# Chirality of Weyl points and the doubling theorem: an office hour

**Student.** A linear touching of two bands is said to carry a charge $\pm1$ fixed by the sign of a determinant, and the charges are said to cancel over the Brillouin zone. A determinant depends on the basis, and I don't see why one corner of the zone should know about another.

**Lecturer.** Both worries have an answer once the premises are down.

1. Independent electrons move in a periodic, possibly magnetic, crystal with spin–orbit coupling. The Bloch Hamiltonian $H(\mathbf k)$ acts on cell-periodic states $|u_n(\mathbf k)\rangle$, is smooth in $\mathbf k$, and obeys $H(\mathbf k+\mathbf G)=V_{\mathbf G}H(\mathbf k)V_{\mathbf G}^\dagger$ with $V_{\mathbf G}=e^{-i\mathbf G\cdot\mathbf r}$ independent of $\mathbf k$.
2. Bands are numbered by energy at each $\mathbf k$, and the spectrum is bounded below. "Gap $n$" means $E_{n+1}(\mathbf k)-E_n(\mathbf k)$.
3. Gap $n$ closes only at finitely many points, and at each of them just these two bands meet.

Conventions: $\mathbf A_n=i\langle u_n|\nabla_{\mathbf k}u_n\rangle$, $\Omega_{ij}=\partial_iA_j-\partial_jA_i$, $\Omega_k=\tfrac12\epsilon_{kij}\Omega_{ij}$, right-handed axes. The chirality $\chi$ of a node is the outward flux of $\boldsymbol\Omega$ of the **lower** band through a small surface around it, divided by $2\pi$. Wave vectors are in Å$^{-1}$, and velocities, meaning $\partial E/\partial k$, in eV Å.

## The node and its charge

**Student.** Start with the $2\times2$ matrix. The crystal has infinitely many bands.

**Lecturer.** Near a node at $\mathbf k_0$ the pair $n,n+1$ is separated from all other bands, so the projector on the pair is smooth in a small ball. A ball is contractible, so the pair has a smooth orthonormal frame $|\phi_1(\mathbf q)\rangle,|\phi_2(\mathbf q)\rangle$, with $\mathbf q=\mathbf k-\mathbf k_0$. In that frame the Hamiltonian is exactly a Hermitian $2\times2$ matrix, $d_0+\mathbf d\cdot\boldsymbol\sigma$, with energies $d_0\pm|\mathbf d|$. A touching needs $d_1=d_2=d_3=0$, three conditions on three components of $\mathbf k$, which is the counting of von Neumann and Wigner (1929). To first order,

$$H=E_0+\mathbf w\cdot\mathbf q+\sum_{ij}v_{ij}\,q_i\,\sigma_j ,\qquad d_j=\sum_i q_iv_{ij}. \tag{1}$$

A Weyl point is a node with $\det v\neq0$. The tilt $\mathbf w\cdot\mathbf q$ multiplies the unit matrix and leaves the eigenvectors alone, so it drops out of the charge, however strong it is.

Write $\mathbf d=|\mathbf d|(\sin\theta\cos\varphi,\sin\theta\sin\varphi,\cos\theta)$. The lower eigenvector is $u_-=(e^{-i\varphi}\sin\frac\theta2,\,-\cos\frac\theta2)^T$, as multiplication by $\hat{\mathbf d}\cdot\boldsymbol\sigma$ confirms. Then $A_\theta=0$, $A_\varphi=\sin^2\frac\theta2$, and $\Omega_{\theta\varphi}=\partial_\theta A_\varphi=\frac12\sin\theta$. The chain rule gives $\Omega_{ij}=\frac12\sin\theta\,(\partial_i\theta\,\partial_j\varphi-\partial_j\theta\,\partial_i\varphi)$. Since $\partial_i\hat{\mathbf d}=\hat{\boldsymbol\theta}\,\partial_i\theta+\hat{\boldsymbol\varphi}\sin\theta\,\partial_i\varphi$, this is

$$\Omega_{ij}=\tfrac12\,\hat{\mathbf d}\cdot(\partial_i\hat{\mathbf d}\times\partial_j\hat{\mathbf d})=\frac{\mathbf d\cdot(\partial_i\mathbf d\times\partial_j\mathbf d)}{2|\mathbf d|^3}, \tag{2}$$

where the second form holds because the radial parts of $\partial_i\mathbf d$ drop out of the triple product. For (1), $\partial_i\mathbf d$ is the row $\mathbf v_i$ of $v$, $\mathbf d=\sum_lq_l\mathbf v_l$, and $\mathbf v_l\cdot(\mathbf v_i\times\mathbf v_j)=\epsilon_{lij}\det v$. Therefore

$$\boldsymbol\Omega(\mathbf q)=\frac{\det v}{2}\,\frac{\mathbf q}{|\mathbf d(\mathbf q)|^3}. \tag{3}$$

**Student.** Over a sphere that integral looks hopeless unless $v$ is isotropic.

**Lecturer.** Then don't use a sphere. Away from $\mathbf q=0$ the field is locally a curl, so it has no divergence, and every enclosing surface gives the same flux. Take the ellipsoid $|\mathbf d|=\rho$, on which the denominator is constant. Gauss's theorem gives $\oint\mathbf q\cdot d\mathbf S=3\mathcal V$, and the ellipsoid is the preimage of a ball under a linear map, so $\mathcal V=\frac{4\pi}3\rho^3/|\det v|$. Hence

$$\chi=\frac1{2\pi}\oint\boldsymbol\Omega\cdot d\mathbf S=\frac1{2\pi}\,\frac{\det v}{2\rho^3}\,\frac{4\pi\rho^3}{|\det v|}=\operatorname{sgn}\det v. \tag{4}$$

The upper band is the lower band of $-\mathbf d\cdot\boldsymbol\sigma$, and $\det(-v)=-\det v$, so its flux is $-\chi$. With the convention $\mathbf A=-i\langle u|\nabla u\rangle$ the two bands trade signs.

**Student.** Now my objection. I swap $\phi_1$ and $\phi_2$, or rephase one of them.

**Lecturer.** Any unitary change of frame $U$ gives $U\sigma_jU^\dagger=\sum_lO_{lj}\sigma_l$ with $O$ real and orthogonal. It preserves the product $\sigma_1\sigma_2\sigma_3=i$, which under a general orthogonal $O$ would become $i\det O$, so $\det O=+1$. Your swap is $U=\sigma_1$, which reverses $\sigma_2$ and $\sigma_3$, two signs. The determinant survives.

**Student.** You dropped the $\mathbf q$ dependence of the frame and the quadratic terms.

**Lecturer.** The true state is $|u\rangle=\sum_ac_a|\phi_a\rangle$, so $\mathbf A=ic^\dagger\nabla c+c^\dagger\boldsymbol{\mathcal A}c$ with $\boldsymbol{\mathcal A}_{ab}=i\langle\phi_a|\nabla\phi_b\rangle$. The second term doesn't depend on the phase of $c$, so it is one smooth field on the whole closed surface, and by Stokes's theorem its curl has zero flux.

For the quadratic terms, use quantisation. Cover the surface by two caps, with a smooth gauge on each, related on the common rim by $u^N=e^{i\vartheta}u^S$, so that $\mathbf A^N=\mathbf A^S-\nabla\vartheta$. Stokes's theorem on each cap gives the flux $\oint(\mathbf A^N-\mathbf A^S)\cdot d\mathbf l=-\Delta\vartheta$, a multiple of $2\pi$ because $e^{i\vartheta}$ is single-valued. Now turn the higher terms on gradually. On a sphere of radius $q$ the linear part has $|\mathbf d|\ge v_{\min}q$, with $v_{\min}>0$ the smallest singular value of $v$, and the remainder is of order $q^2$. For small $q$ the gap stays open on the sphere throughout, the flux changes continuously, and an integer that changes continuously is constant.

## The doubling theorem

**Student.** So I apply Gauss's theorem to band $n$ over the whole zone?

**Lecturer.** That gives less than you want. Let $Q_n$ be the sum of $\chi$ over the nodes in gap $n$. Band $n$ is the lower band at those nodes and the upper band at the nodes of gap $n-1$, so you get only $Q_n=Q_{n-1}$. Induction from $Q_0=0$ finishes the job, but only if every lower gap also closes at isolated points. We avoid that assumption with the projector $\Pi(\mathbf k)$ on the lowest $n$ bands, which is smooth wherever gap $n$ is open. Define

$$F_{ij}=i\operatorname{Tr}\big(\Pi\,[\partial_i\Pi,\partial_j\Pi]\big). \tag{5}$$

Take any locally smooth frame $|\psi_m\rangle$, $m=1,\dots,n$, of that subspace. Differentiating $\Pi|\psi_m\rangle=|\psi_m\rangle$ gives $(\partial_j\Pi)|\psi_m\rangle=(1-\Pi)|\partial_j\psi_m\rangle$, so $\operatorname{Tr}(\Pi\,\partial_i\Pi\,\partial_j\Pi)=\sum_m\langle\partial_i\psi_m|(1-\Pi)|\partial_j\psi_m\rangle$. The part with $\Pi$ equals $+\operatorname{tr}(a_ia_j)$, with the matrix $(a_i)_{mm'}=\langle\psi_m|\partial_i\psi_{m'}\rangle$; it is symmetric in $i,j$ and cancels in the commutator. What remains is $F_{ij}=\partial_i\mathsf A_j-\partial_j\mathsf A_i$ with $\mathsf A_j=i\sum_m\langle\psi_m|\partial_j\psi_m\rangle$. Four properties follow.

- $\mathbf F$ is locally a curl, so $\nabla\cdot\mathbf F=0$ wherever gap $n$ is open.
- Its flux through a closed gapped surface is $2\pi$ times an integer, by the patching argument with $e^{i\vartheta}$ the determinant of the unitary matrix between the frames.
- $\mathbf F(\mathbf k+\mathbf G)=\mathbf F(\mathbf k)$, because the constant $V_{\mathbf G}$ cancels in the trace.
- Near a node, gap $n-1$ is open by premise 3, so $\mathbf F$ is $\boldsymbol\Omega_n$ plus the field of the lowest $n-1$ bands. That field is smooth and divergence-free inside the ball and gives no flux. The flux of $\mathbf F$ is $2\pi\chi$.

Take a primitive cell of the reciprocal lattice, shifted so that no node lies on a face, and cut out a small ball around each node. Gauss's theorem on the rest reads $0=\Phi_{\rm faces}-2\pi\sum_a\chi_a$. The faces come in pairs related by a $\mathbf G$, with equal $\mathbf F$ and opposite outward normals, so $\Phi_{\rm faces}=0$ and

$$\sum_{a\,\in\,\text{gap }n}\chi_a=0 \quad\text{for each } n. \tag{6}$$

This is the band-theory form of the theorem of Nielsen and Ninomiya (1981). The distant corners know of each other because the zone is a torus: flux has no boundary to leave through.

**Student.** Then the nodes at the Fermi level cancel.

**Lecturer.** No. Energy never entered. The sum runs over all nodes between the adjacent bands $n$ and $n+1$, and partners have equal energy only if a symmetry relates them.

## Symmetry

**Lecturer.** Let $g$ be a unitary symmetry with orthogonal point part $R$. Then $\Pi(R\mathbf k)=U\Pi(\mathbf k)U^\dagger$ with constant $U$; a fractional translation adds a phase that cancels in $\Pi$. Differentiate and insert in (5): $F_{ij}(\mathbf k)=\sum_{ab}R_{ai}R_{bj}F_{ab}(R\mathbf k)$. This says that the flux through a surface element spanned by two tangent vectors equals the flux through the element spanned by their images. The images define the outward normal on the image sphere if $\det R=+1$ and the inward normal if $\det R=-1$. So $\chi(R\mathbf k_0)=\det R\;\chi(\mathbf k_0)$.

For an antiunitary symmetry $\Theta=gT$, with $T$ time reversal, $\Pi(-R\mathbf k)=\Theta\Pi(\mathbf k)\Theta^{-1}$. Two signs appear. The map on $\mathbf k$ has determinant $-\det R$. And $\operatorname{Tr}(\Theta X\Theta^{-1})=(\operatorname{Tr}X)^*$, while the trace in (5) is purely imaginary, so it changes sign. The two cancel:

$$\chi'=\det R\;\chi,\qquad \mathbf k_0'=R\mathbf k_0\ \ (g),\qquad \mathbf k_0'=-R\mathbf k_0\ \ (gT). \tag{7}$$

Rotations and $T$ keep the chirality; inversion $P$, mirrors and rotoinversions reverse it, with or without $T$.

**Student.** I would have guessed that $T$ reverses it, since the curvature is odd under $T$.

**Lecturer.** It is odd: $\mathbf F(-\mathbf k)=-\mathbf F(\mathbf k)$. But the outward normal at the image point is reversed too, so $\mathbf F\cdot d\mathbf S$ is unchanged. Under $P$ the curvature is even and the normal still flips. In terms of (1), complex conjugation reverses $\sigma_2$ alone and $\mathbf q\to-\mathbf q$ reverses three rows of $v$, four signs in all.

Now count.

- **$PT$**, in particular $P$ and $T$ together: $\mathbf k_0$ maps to itself with $\chi=-\chi$. No Weyl points.
- **$P$ without $T$**: nodes at $\pm\mathbf k_0$ have opposite charges and satisfy (6) alone. The minimum is 2. A point with $-\mathbf k_0=\mathbf k_0+\mathbf G$, a time-reversal-invariant momentum (TRIM), cannot hold a charge.
- **$T$ without $P$**, nodes away from TRIM: the pair at $\pm\mathbf k_0$ has total charge $2\chi$, and (6) demands a second pair with $-2\chi$. The minimum is 4.

**Student.** A lower bound isn't a minimum until something attains it.

**Lecturer.** Two models on a cubic lattice of unit spacing do. First, $\mathbf d=(\sin k_x,\ \sin k_y,\ 2-\cos k_x-\cos k_y-\cos k_z)$. It has inversion, $\sigma_3H(\mathbf k)\sigma_3=H(-\mathbf k)$. Zeros need $k_x,k_y\in\{0,\pi\}$; if either is $\pi$ then $d_3\ge1$, so the nodes are $(0,0,\pm\pi/2)$, where $\det v=\sin k_z=\pm1$. As a test, integrating (2) over planes of fixed $k_z$ gives the Chern number $-1$ at $k_z=0$ and $0$ at $k_z=\pi$, a step of $+1$ across the upper node. Second, $\mathbf d=(\cos k_x,\ \sin k_z,\ \cos k_y+2-2\cos k_z)$, with $H(\mathbf k)^*=H(-\mathbf k)$. At $k_z=\pi$, $d_3\ge3$, so the zeros are $(\pm\pi/2,\pm\pi/2,0)$ with independent signs and $\det v=-\sin k_x\sin k_y$: equal at $\pm\mathbf k_0$, two of each sign.

**Student.** And why exclude the TRIM?

**Lecturer.** A node there is its own $T$ partner. With $T^2=-1$, Kramers' theorem closes every odd-numbered gap at all eight TRIM. In the Kramers pair $T=i\sigma_2K$, which gives $\mathbf d(-\mathbf q)=-\mathbf d(\mathbf q)$, so (1) is allowed with $\mathbf w=0$, and these are Weyl points unless a symmetry that fixes the TRIM forces $\det v=0$. An improper one does, by (7). So does a threefold axis, alone or within a sixfold one, acting on a pair with $j_z=\pm\frac32$: $C_3=-1$ on both states, so $\mathbf d(C_3\mathbf q)=\mathbf d(\mathbf q)$, the terms linear in $q_x,q_y$ vanish and $v$ has rank at most one. In the plane $\mathbf d$ then starts with $(q_x\pm iq_y)^3$, and the generic charge is $\pm3$. A $2_1$ screw does it too: combined with $T$ it squares to $-1$ on the zone face normal to the axis, and the TRIM there lie on a nodal plane, outside premise 3. With $T^2=+1$ we may take $T=K$; then $d_1$ and $d_3$ are even in $\mathbf q$, $v$ has rank at most one, and no linear node exists there. The count of four concerns nodes off the TRIM.

## The group of Co$_3$Sn$_2$S$_2$

**Lecturer.** The typical description is a rhombohedral crystal, space group $R\bar3m$, with kagome layers of Co stacked along $c$, ferromagnetic with the moment along $c$ below a typical Curie temperature near 175 K. The paramagnet has $P$ and $T$, hence no Weyl points. The magnetisation is an axial vector, $\mathbf M\to\det R\,R\mathbf M$. It is kept by $C_3$ and $P$ and reversed by the twofold axes $C_2'\perp c$ and the vertical mirrors $m=PC_2'$, which survive only with $T$. The magnetic point group is $\bar3m'$:

| operations | number | action on $\mathbf k$ | factor on $\chi$ |
|---|---|---|---|
| $E,\ C_3^{\pm}$ | 3 | $R\mathbf k$ | $+1$ |
| $P,\ PC_3^{\pm}$ | 3 | $R\mathbf k$ | $-1$ |
| $C_2'T$ | 3 | $-C_2'\mathbf k=m\mathbf k$ | $+1$ |
| $mT$ | 3 | $-m\mathbf k=C_2'\mathbf k$ | $-1$ |

A general node has 12 images, half of each sign. A node in a vertical mirror plane is fixed by one $C_2'T$ and has 6. A node on the threefold axis has 2. The twofold axes are fixed by $mT$ and hold no charge.

**Student.** A mirror reverses chirality, so a node can't lie in a mirror plane.

**Lecturer.** True for a unitary mirror, which the magnetisation has broken. What fixes the plane here is $C_2'T$, with $\det R=+1$. It even holds the node in the plane. With spin, $(C_2'T)^2=(-1)(-1)=+1$, so a frame exists in which it acts as $K$. With $x$ normal to the plane, $H(q_x,q_y,q_z)^*=H(-q_x,q_y,q_z)$: $d_2$ is odd in $q_x$, while $d_1$ and $d_3$ are even. On the plane $d_2=0$ identically, leaving two conditions for two variables, and

$$v=\begin{pmatrix}0&a&0\\ b_1&0&b_3\\ c_1&0&c_3\end{pmatrix},\qquad \det v=-a\,(b_1c_3-b_3c_1). \tag{8}$$

The group allows as few as two nodes. The typical result of band calculations is the sixfold set, about 60 meV above the Fermi level, left on nodal rings in the mirror planes that spin–orbit coupling gaps elsewhere. The same counting serves NbP, of interest as a wiring conductor, typically described with point group $4mm$, $T$ and no $P$: a general orbit has 16 nodes, an orbit in the plane $k_z=0$ fixed by $C_{2z}T$ has 8, and one of each makes the 24 typically quoted.

## Range of validity

**Lecturer.** Equation (4) needs $\det v\ne0$; otherwise higher terms decide, and the charge may be $0$, $\pm2$ or larger. Formula (3) holds only while $v_{\min}q$ dominates the quadratic terms, whereas the integer holds for any gapped surface that encloses that node alone. If gap $n$ also closes at multifold points, on lines or on planes, (6) holds with each such set counted by the flux of $\mathbf F$ through gapped surfaces around it; a nodal plane can thus balance a lone Weyl point. The proof needs the torus and a lowest band, so it says nothing about a $\mathbf k\cdot\mathbf p$ model cut off at finite $q$ or about quasi-energies defined modulo a drive frequency. It assumes sharp one-electron bands. The table assumes uniform $\mathbf M\parallel c$; a tilted moment keeps $P$ and the pairing at $\pm\mathbf k_0$ but removes $C_3$.

## Numbers for a model of Co$_3$Sn$_2$S$_2$

**Lecturer.** Inputs: a typical hexagonal $c=13.2$ Å; assumed velocities $a=1.5$, $b_1=0.1$, $b_3=1.2$, $c_1=0.3$, $c_3=-0.4$ eV Å, with $z\parallel c$ and $d_1$ the weak spin–orbit term; an assumed node at $(x_1,x_2,x_3)=(0.36,-0.06,-0.06)$ in the rhombohedral reciprocal basis $\mathbf b_i$, in the mirror plane that swaps $\mathbf b_2$ and $\mathbf b_3$; and the assumption that its orbit exhausts gap $n$.

From (8), $b_1c_3-b_3c_1=-0.40$ and $\det v=+0.60$ eV$^3$Å$^3$, so $\chi=+1$. At $q=0.02$ Å$^{-1}$ along $x$ the splitting $2|\mathbf d|$ is 60 meV and (3) gives $|\boldsymbol\Omega|=2.2\times10^2$ Å$^2$. Along $(0,1,3)/\sqrt{10}$, where $d_3=0$ and the ring ran, the velocity is $0.316$ eV Å, the splitting 13 meV and the curvature $2.4\times10^4$ Å$^2$. The flux is very uneven, yet totals $2\pi$. Reversing $\mathbf M$ is $T$, which carries the $-1$ node at $-\mathbf k_0$ to $\mathbf k_0$; in (8) $d_1$ changes sign and so does $\det v$.

**Student.** Does the arrangement of charges fix anything observable?

**Lecturer.** In the ideal case of exactly $n$ bands filled at every $\mathbf k$, it fixes the anomalous Hall conductivity up to a quantum. Take as a premise the semiclassical velocity $\dot{\mathbf r}=\nabla E/\hbar-\dot{\mathbf k}\times\boldsymbol\Omega$ with $\hbar\dot{\mathbf k}=-e\boldsymbol{\mathcal E}$ and charge $-e$, which gives $\sigma_{xy}=-\frac{e^2}{\hbar}\int\frac{d^3k}{(2\pi)^3}F_z$. Slice the cell at fixed $x_1$. Each slice is a torus spanned by $\mathbf b_2,\mathbf b_3$, with integer Chern number $C(x_1)$. Since $\mathbf b_2\times\mathbf b_3=V^*\mathbf a_1/2\pi$, with $V^*$ the zone volume and $\mathbf a_i$ the primitive vectors,

$$\int\mathbf F\cdot\mathbf a_1\,d^3k=(2\pi)^2\int C\,dx_1 .$$

By $C_3$ the integral of $\mathbf F$ points along $z$, and $\mathbf a_1\cdot\hat{\mathbf z}=c/3$, so $\sigma_{xy}=-\frac{3e^2}{hc}\int C\,dx_1$, where $c$ is the lattice constant. Gauss's theorem on a slab makes $C$ step by $\chi_a$ at each node. $C_3$ permutes the $x_i$ cyclically, so the $+1$ nodes sit at $x_1=0.36,-0.06,-0.06$ and the $-1$ nodes at the negatives. Starting from an integer $N$ at $x_1=-\frac12$, $C$ runs $N,\ N-1,\ N+1,\ N-1,\ N$, returning to $N$ as (6) requires, and its integral is $N-0.60+0.12=N-0.48$. In general, by parts, $\int C\,dx_1=N-2\chi s_0$ with $s_0=x_1+x_2+x_3=0.24$, and

$$\sigma_{xy}=\frac{3e^2}{hc}\,(2\chi s_0-N). \tag{9}$$

The prefactor is one conductance quantum, $e^2/h=3.874\times10^{-5}$ S, per kagome spacing $c/3=4.4$ Å, or 880 S/cm. The model gives $4.2\times10^2$ S/cm for $N=0$, $1.3\times10^3$ for $N=-1$ and $-4.6\times10^2$ for $N=+1$.

**Student.** Which is the material's?

**Lecturer.** None; these are the model's numbers. The nodes don't fix $N$, which needs the wavefunctions on one whole slice. And the filling premise is poor. For an untilted linear node a shifted Fermi level costs nothing, because (3) is odd in $\mathbf q$ and the pocket is symmetric. But 60 meV at $0.316$ eV Å means a pocket reaching $0.19$ Å$^{-1}$ along the soft direction. Because $\mathbf a_1+\mathbf a_2+\mathbf a_3=c\hat{\mathbf z}$, each $\mathbf b_i$ has the $z$ component $2\pi/c$, so the nodes lie at $k_z=\pm2\pi s_0/c=\pm0.114$ Å$^{-1}$, in planes $0.23$ Å$^{-1}$ apart. The pocket is about as long as that spacing, the linear form fails over it, and the correction can be as large as the node term itself; other Fermi pockets add to it. Against a typical low-temperature magnitude of roughly 1100 S/cm, the $N=0$ branch falls short by a factor of about 2.6 and the $N=-1$ branch lies about a fifth above, and with $s_0$ assumed neither is a test. What carries over to the crystal without such inputs is the integer structure: in the ferromagnet with $\mathbf M\parallel c$, a node in a mirror plane brings two rotated copies of the same chirality at the same $k_z$ and three inverted copies of the opposite chirality at $-k_z$, all at one energy, with total charge zero.